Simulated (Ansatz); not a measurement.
# How methods differ on GeCNClF (SMILES N#[C][Ge]([F])[Cl])

GeCNClF has 5 atoms, charge 0, and is taken as a doublet. As SMILES, `N#[C][Ge]([F])[Cl]`. The coordinates come from a PBE0-D4/def2-TZVP relaxation.

Each level gives the vertical ionisation energy (to the singlet cation) (eV). The values are calculated.

```json
{"level": "USVWN5/cc-pVDZ", "kind": "LDA", "program": "Ansatz", "value (eV)": "10.05", "less CCSD(T)/cc-pVDZ": "+0.04", "CPU time (all runs)": "6.8 s"}
{"level": "UPBE/cc-pVDZ", "kind": "GGA", "program": "Ansatz", "value (eV)": "9.92", "less CCSD(T)/cc-pVDZ": "-0.09", "CPU time (all runs)": "11 s"}
{"level": "UB3LYP/cc-pVDZ", "kind": "global hybrid", "program": "Ansatz", "value (eV)": "10.28", "less CCSD(T)/cc-pVDZ": "+0.27", "CPU time (all runs)": "14 s"}
{"level": "UBHLYP/cc-pVDZ", "kind": "global hybrid", "program": "Ansatz", "value (eV)": "10.59", "less CCSD(T)/cc-pVDZ": "+0.58", "CPU time (all runs)": "16 s"}
{"level": "U-wB97X/cc-pVDZ", "kind": "range-separated hybrid", "program": "Ansatz", "value (eV)": "10.44", "less CCSD(T)/cc-pVDZ": "+0.43", "CPU time (all runs)": "51 s"}
{"level": "UHSE06/cc-pVDZ", "kind": "range-separated hybrid", "program": "Ansatz", "value (eV)": "10.36", "less CCSD(T)/cc-pVDZ": "+0.35", "CPU time (all runs)": "15 s"}
{"level": "RPA@PBE/cc-pVDZ", "kind": "RPA", "program": "Ansatz", "value (eV)": "9.91", "less CCSD(T)/cc-pVDZ": "-0.10", "CPU time (all runs)": "16 s"}
{"level": "UCCSD(T)/cc-pVDZ", "kind": "coupled cluster or CI", "program": "Ansatz", "value (eV)": "10.01", "less CCSD(T)/cc-pVDZ": "0.00", "CPU time (all runs)": "64 s"}
```

Differences are taken from UCCSD(T)/cc-pVDZ for orientation; it has basis-set and higher-order errors of its own. All-electron rows without a relativistic Hamiltonian named are non-relativistic. The values span 9.91 to 10.59 eV. In the correlated wave-function rows the outer d shell of Ge is correlated, in sets not made for it. CPU times are rough (shared hosts, several kinds of processor): they show what a rung costs within a factor of a few.

The electron lost on ionisation probably comes from the singly occupied orbital, largely a germanium s-p hybrid in a pyramidal Ge(III) radical. Fluorine, chlorine and cyanide withdraw density from germanium and so bind this electron more tightly, while the s character adds to the effect. The cation is a germylium ion, which would prefer a planar centre. Holding it at the radical's geometry therefore makes the vertical energy an upper bound to the adiabatic one within a given method.

All four hybrids lie above the coupled-cluster value, whereas LDA, PBE and RPA stay within 0.10 eV of it. From PBE through B3LYP to BHLYP the energy climbs from 9.92 to 10.59 eV, probably because a larger share of exact exchange penalises spreading the positive charge onto the ligands. The close match of the semilocal functionals doesn't establish that they describe the ionisation better: correlated ionisation energies usually rise as the basis grows, which would bring the reference closer to the hybrids.
